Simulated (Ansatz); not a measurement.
# Nb: pressure and energy less free atoms against volume scale

Results calculated with Ansatz 0.2.0, not measured. Periodic Kohn-Sham DFT of a crystal at fixed atoms, scaled to volume_scale times the given cell; pressure positive in compression, energy less spherical unpolarised free atoms, largest_vzz the field gradient of largest size among the nuclei.

The cell before it is scaled or strained (space group Im-3m, No. 229):
```
Nb
1.0
     -1.6549     1.6549     1.6549
      1.6549    -1.6549     1.6549
      1.6549     1.6549    -1.6549
Nb
1
Direct
  0.00000 0.00000 0.00000
```

Settings of every row: method all-electron LAPW; functional PBE; relativity scalar; k mesh 16x16x16; filling fermi-dirac; smearing width 0.08 eV; basis error target 1 meV/atom; nucleus gaussian.

Atom start moment: 0 on all atoms.

| row | volume scale | V (Å³/atom) | pressure (GPa) | energy less free atoms (eV/atom) |
| --- | --- | --- | --- | --- |
| 1 | 0.96 | 17.404 | 7.515 | -10.1704 |
| 2 | 0.98 | 17.766 | ? | ? |
| 3 | 1 | 18.128 | 0.003 | -10.1869 |
| 4 | 1.02 | 18.492 | -3.239 | -10.1832 |
| 5 | 1.04 | 18.854 | -6.182 | -10.1725 |

Question: what pressure and energy less free atoms should row 2 give?

Worked fit of pressure. Take u = (V_r/V)^(2/3) − 1 with V_r = 18.31 Å³ an atom, which is twice the finite (Eulerian) strain; such expansions in the strain, on which the Birch-Murnaghan equation of state is built, carry the rest volume and the bulk modulus. The shown rows have u = 0.03441, 0.00668, -0.00657, -0.01933. Least squares give pressure = −1.6593 + 245.607 × u + 609.88 × u² GPa; a straight line predicts inner rows, each left out in turn, worse (root mean square 0.27 against 0.016 GPa). The rows lie off it by 0.001, -0.006, 0.008, -0.003 (root mean square 0.0052 GPa). The pressure vanishes at u = 0.0066, or V = 18.13 Å³ an atom, and there the bulk modulus at fixed shape and fractions is B = −V dP/dV = (2/3)(1 + u) dP/du = 170 GPa. The withheld row has u = 0.02031, so the fit gives −1.6593 + 245.607 × (0.02031) + 609.88 × (0.02031)² = 3.581 GPa.

The calculation gave 3.575 GPa. The fit lies 0.006 GPa (0.044 % of the column's range) above it; its largest miss of a shown row is 0.008 GPa.

Worked fit of energy less free atoms. Take u = (V_r/V)^(2/3) − 1 with V_r = 18.31 Å³ an atom, which is twice the finite (Eulerian) strain; such expansions in the strain, on which the Birch-Murnaghan equation of state is built, carry the rest volume and the bulk modulus. The shown rows have u = 0.03441, 0.00668, -0.00657, -0.01933. Least squares give energy less free atoms = −10.18597 − 0.2833 × u + 21.385 × u² eV/atom; a straight line predicts inner rows, each left out in turn, worse (root mean square 0.0094 against 2.6e-05 eV/atom). All shown rows lie on it to the printed digit. Its lowest point lies at u = 0.0066, or V = 18.13 Å³ an atom, and the curvature there gives the bulk modulus at fixed shape and fractions, B = (4/9)(1 + u)² E″(u)/V = 170 GPa. The withheld row has u = 0.02031, so the fit gives −10.18597 − 0.2833 × (0.02031) + 21.385 × (0.02031)² = -10.1829 eV/atom.

The calculation gave -10.1829 eV/atom. The fit meets it to the printed digit.
